Worked problem: FMM and tree-code cost for one million ions of NaCl

Statement

A cube of rock-salt NaCl holds N = 10⁶ point ions, for example the embedding charges of a Hartree-Fock cluster. The lattice constant is a_lat = 5.64 Å at 300 K (compiled value, Wikipedia), with 8 ions per cubic cell. Potentials and forces at all ions come from an octree: level l has 8^l boxes, the leaves are at level D, and s = N/8^D is the mean leaf occupancy. Two boxes of one level are near if their indices differ by at most ws along every axis. Take ws = 1 and expansions up to angular momentum L = 9, so each has P² = 100 coefficients, with P = L + 1. Illustrative unit costs:
  a = 20 flop per ordered ion pair
  b = 8 flop per term of a multipole-to-local (M2L) translation
  g = 16 flop per coefficient for evaluating a multipole expansion at one ion
Find (1) the interaction-list length, (2) the best depth and the cost of the fast multipole method (FMM; Greengard and Rokhlin, 1987), (3) the size of what the bulk formula omits, (4) the cost of a tree code on the same lists.

Solution

Geometry. The density is ρ = 8/a_lat³ = 0.0446 Å⁻³ and the cube edge is (N/ρ)^(1/3) = 282 Å, or 100 ions.

1. Interaction list

A box inherits from its parent the field of everything not near the parent. The remainder is the 8(2ws+1)³ children of the parent's near boxes (parent included). Of these, (2ws+1)³ are near the box itself and are deferred to the next level. The list thus has 7(2ws+1)³ boxes: 189 for ws = 1, 875 for ws = 2.

2. FMM

Near field: each ion meets the s ions of each of (2ws+1)³ leaves, costing a N s (2ws+1)³.
Far field: in a plain M2L each of P² local coefficients sums over P² multipole coefficients, costing b P⁴ (b L⁴ at large L). All levels together hold (N/s)(1 + 1/8 + 1/64 + …) = (8/7) N/s boxes. Keeping only levels 2 to D, where lists exist in an open cube with ws = 1, lowers this by 0.2 % for D = 4. Multiplying by the list length,

  C = (2ws+1)³ [a N s + 8 b P⁴ N/s].

Setting dC/ds = 0 gives a = 8 b P⁴/s², so

  s* = P² (8b/a)^(1/2),   C* = 2 (2ws+1)³ N P² (8ab)^(1/2).

At s* the two terms are equal. Since s* does not depend on N, the cost is linear in N at fixed L. Here
  s* = 100 × (64 flop / 20 flop)^(1/2) = 179 ions, a leaf edge (s*/ρ)^(1/3) = 15.9 Å
  D* = log₈(N/s*) = 4.15
  C* = 193 Gflop

The depth must be an integer (costs in Gflop, each rounded separately):

  D    s        near     far     total
  3    1953     1055     9       1064
  4    244      132      71      203
  5    30.5     16       566     583

D = 4 wins, with leaf edge 282 Å/16 = 17.6 Å. In general C/C* = (x + 1/x)/2 with x = s/s*, here 1.05. Depths D and D + 1 tie at x = √8, so the best depth has s between 63 and 506, and C/C* never exceeds 1.59. The direct sum costs a N² = 20000 Gflop, 99 times the D = 4 total.

The choice of ws leaves s* unchanged and multiplies C by 125/27 = 4.63 for ws = 2. As C* ∝ P², ws = 2 pays only if its faster convergence lets P fall by more than a factor 2.15.

3. What the formula omits

Forming leaf multipoles and evaluating local expansions, at roughly b per coefficient, costs 2 N b P² = 1.6 Gflop. The upward and downward shifts cost at most 2 (8/7)(N/s) b P⁴ = 0.75 Gflop. Together they are about 1 % of C.

Surfaces matter more. In an open cube with n = 2^l boxes per edge, the ordered pairs along one axis number 3n − 2 for near boxes and 4(3n/2 − 2) = 6n − 8 for children of near parents. A level therefore needs (6n − 8)³ − (3n − 2)³ translations: 3096, 53352 and 584136 for l = 2, 3, 4, in all 640584 against the bulk 8 × 27 × 8⁴ = 884736. The far field becomes 640584 b P⁴ = 51 Gflop and the near field a s² × 46³ = 116 Gflop. The total, 167 Gflop, is 17 % below the bulk formula. The same counts give 817 Gflop for D = 3 and 499 Gflop for D = 5, so D = 4 stands. The leaves actually hold 6 or 7 ions per edge, not 6.25; with ions at half-integer grid positions, and those on a box face assigned to the upper box, this adds 1.2 % to the near field.

4. Tree code

A tree code (Barnes and Hut, 1986) has no local expansions. On the present fixed lists every ion evaluates every listed multipole expansion at each of the D − 1 levels from 2 to D:

  T = (2ws+1)³ N [a s + 7 g P² (log₈(N/s) − 1)].

The number of ions is N at every level, so the level costs are equal instead of falling by 8, and the sum grows as N log N. From dT/ds = 0, s = 7 g P²/(a ln 8) = 269. The bulk counts for D = 3, 4, 5 are 1659, 1039 and 1226 Gflop; the best is 5.1 times the bulk FMM total. Multiplying N by 8 at fixed s leaves the FMM at 2.0 × 10⁵ flop per ion, while the tree code adds 189 g P² = 3.0 × 10⁵ flop per ion. Equal L overstates the gap somewhat, because the tree code truncates one expansion and the FMM two.

Reading the result

D = 4 and 167 Gflop are the model's numbers and rest on the illustrative a, b and L. Using Newton's third law halves the pair work and using the reality of the potential about halves the M2L work; together they halve C and leave s* about where it was. A rotation-based M2L scales as P³, which gives s* ∝ P^(3/2). In Coulomb-matrix builds with Gaussian charge distributions, a is the cost of a near-field integral, far above 20 flop, and s* ∝ a^(−1/2) then calls for smaller leaves as long as they remain larger than the extent of the distributions.